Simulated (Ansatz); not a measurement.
## Na: pressure and energy change per atom as volume scale varies

All results are calculated (Ansatz 0.2.0). Plane-wave DFT, scalar-relativistic PAW made under PBE with cores redone for the functional, no dispersion; the given relaxed cell is scaled uniformly, energy at zero smearing counts from the unscaled cell, pressure at the given Fermi-Dirac smearing is positive in compression.

The cell before it is scaled or strained (space group P6_3/mmc, No. 194):
```
Na
1.0
      3.7640     0.0000     0.0000
     -1.8820     3.2598     0.0000
      0.0000     0.0000     6.1467
Na
2
Direct
  0.33333 0.66667 0.25000
  0.66667 0.33333 0.75000
```

Settings of every row: spin polarised no; functional r2SCAN; wave cutoff 500 eV; smearing width 0.1 eV; k mesh 11x11x6.

Atom starting moment: 0 on all atoms.

Limits: the cell comes from a prototype or a list of computed structures and needn't be the stable phase.

| row | volume scale | V (Å³/atom) | pressure (GPa) | energy change per atom (meV) |
| --- | --- | --- | --- | --- |
| 1 | 0.88 | 33.184 | ? | ? |
| 2 | 0.92 | 34.693 | 0.78 | 6.91 |
| 3 | 0.96 | 36.201 | 0.37 | 1.7 |
| 4 | 1.04 | 39.218 | -0.25 | 1.2 |
| 5 | 1.08 | 40.726 | -0.48 | 4.82 |
| 6 | 1.12 | 42.235 | -0.68 | 10.45 |

Question: what pressure and energy change per atom should row 1 give?

Worked fit of pressure. Take u = (V_r/V)^(2/3) − 1 with V_r = 39.218 Å³ an atom, which is twice the finite (Eulerian) strain; such expansions in the strain, on which the Birch-Murnaghan equation of state is built, carry the rest volume and the bulk modulus. The shown rows have u = 0.08516, 0.05482, 0, -0.02484, -0.04821. Least squares give pressure = −0.249 + 10.035 × u + 23.91 × u² GPa; a straight line predicts inner rows, each left out in turn, worse (root mean square 0.048 against 0.0044 GPa). All shown rows lie on it to the printed digit. The pressure vanishes at u = 0.0235, or V = 37.88 Å³ an atom, and there the bulk modulus at fixed shape and fractions is B = −V dP/dV = (2/3)(1 + u) dP/du = 7.61 GPa. Letting shape and atoms relax would as a rule lower it, by much in layered, chain or molecular crystals. The withheld row has u = 0.11782, so the fit gives −0.249 + 10.035 × (0.11782) + 23.91 × (0.11782)² = 1.27 GPa.

The calculation gave 1.27 GPa. The fit meets it to the printed digit. This row lies beyond the range of the fit.

Worked fit of energy change per atom. Take u = (V_r/V)^(2/3) − 1 with V_r = 39.218 Å³ an atom, which is twice the finite (Eulerian) strain; such expansions in the strain, on which the Birch-Murnaghan equation of state is built, carry the rest volume and the bulk modulus. The shown rows have u = 0.08516, 0.05482, 0, -0.02484, -0.04821. Least squares give energy change per atom = 1.212 − 97.881 × u + 1937.35 × u² meV; a straight line predicts inner rows, each left out in turn, worse (root mean square 3.8 against 0.04 meV). The rows lie off it by -0.02, 0.03, -0.01, -0.02, 0.02. The withheld row has u = 0.11782, so the fit gives 1.212 − 97.881 × (0.11782) + 1937.35 × (0.11782)² = 16.57 meV.

The calculation gave 16.33 meV. The fit lies 0.24 meV (1.5 % of the value, 1.6 % of the column's range) above it; its largest miss of a shown row is 0.03 meV. This row lies beyond the range of the fit.
